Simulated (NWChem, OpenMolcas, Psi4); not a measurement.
## How basis sets differ on SiH4O (silanol)

SiH4O has 6 atoms, charge 0, and is taken as a singlet. As SMILES, `O[SiH3]`. The coordinates come from a PBE0-D4/def2-TZVP relaxation.

Quantity: the dipole moment, in D. The values are calculated.

```csv
level,kind,program,value (D)
HF/STO-3G,Hartree–Fock,NWChem,1.28
HF/3-21G,Hartree–Fock,OpenMolcas,1.83
HF/def2-SVP,Hartree–Fock,NWChem,1.51
HF/def2-SVP (density fitting),Hartree–Fock,Psi4,1.51
HF/aug-cc-pVDZ (RICD fitting),Hartree–Fock,OpenMolcas,1.39
HF/cc-pVTZ,Hartree–Fock,OpenMolcas,1.39
HF/cc-pVTZ (density fitting),Hartree–Fock,Psi4,1.39
```

The values span 1.28 to 1.83 D. Magnitudes only. Sets without polarisation functions give poor dipoles. Without the sets that lack polarisation functions the rows with a basis span only 1.39 to 1.51 D.

The dipole does not approach its larger-basis value steadily: it rises from 1.28 D with STO-3G to 1.83 D with 3-21G, then falls back to 1.39 D with both aug-cc-pVDZ and cc-pVTZ. A minimal set gives the valence shell too little freedom to follow the electronegativity difference between silicon and oxygen. Splitting the valence shell allows more charge separation, but without d functions the oxygen lone pairs and the density around silicon cannot polarise properly, which probably explains the overshoot. STO-3G therefore lands about as close to 1.39 D as def2-SVP does through cancellation of errors, not through a better density.

The agreement between aug-cc-pVDZ and cc-pVTZ, which extend the basis in different ways, suggests that little basis error remains at this geometry. Density fitting leaves the def2-SVP and cc-pVTZ values unchanged at the printed precision. This convergence is towards the Hartree–Fock limit, not the true dipole, since mean-field densities tend to exaggerate the polarity of such bonds.
